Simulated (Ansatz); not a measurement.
# Strength of the C–Si bond: SiH2(CH3)(GeH3) → GeH3(SiH2) + CH3

Species: SiH2(CH3)(GeH3), singlet; GeH3(SiH2), doublet; CH3 (methyl radical) `[CH3]`, doublet. 

Shapes, held fixed at every level: PBE0-D4/def2-TZVP. Programs: Ansatz 0.2.0. The zero-point and thermal change to 298 K, harmonic and unscaled (PBE0-D4/def2-TZVP), is -17.3 kJ/mol.

| level | kind | ΔH(298 K) (kJ/mol) | less CCSD(T)/def2-TZVPP |
| --- | --- | --- | --- |
| HF/def2-TZVPP | Hartree–Fock | +246.4 | -105.3 |
| SPW92/def2-TZVPP | LDA | +409.1 | +57.4 |
| r2SCAN-D4/def2-TZVPP | meta-GGA | +331.3 | -20.4 |
| wB97X-V/def2-TZVPP | range-separated hybrid | +366.9 | +15.2 |
| MP2/def2-SVP | perturbation theory | +349.4 | -2.3 |
| CCSD/def2-SVP | coupled cluster or CI | +331.3 | -20.4 |
| CCSD(T)/def2-TZVPP | coupled cluster or CI | +351.7 | 0.0 |

The highest level, CCSD(T)/def2-TZVPP, gives ΔH(298 K) = +351.7 kJ/mol; the levels span +246.4 to +409.1. The column of differences is taken from that level and isn't an error. Hartree–Fock misses the correlation of the pair that is broken and comes out low. No measured value is set beside it here. Open shells run unrestricted unless RO is named. Relativity is left out for Ge unless named. Correlated rows may include outer-core shells of Ge, which these sets cover unevenly.

The C–Si bond is strong, with homolysis costing +351.7 kJ/mol at the highest level. Carbon's compact sp3 hybrid overlaps well with silicon, and the electronegativity difference adds a polar contribution to the σ bond. Breaking it leaves a methyl radical, which prefers a planar shape, and a germyl-substituted silyl radical, which keeps much of its pyramidal character.

Electron pairing dominates the spread between methods. LDA shows its familiar overbinding, while r2SCAN-D4 and wB97X-V fall on opposite sides of the coupled-cluster value. The closeness of MP2/def2-SVP to that value probably reflects compensation between its approximate correlation treatment and its small basis, so it is no evidence that MP2 is reliable here. Nor can the lower CCSD result be put down to missing triples alone, because the basis changes as well. The calculation doesn't establish C–Si cleavage as the easiest thermal dissociation of this molecule, since the Si–Ge bond, normally weaker, isn't tested.
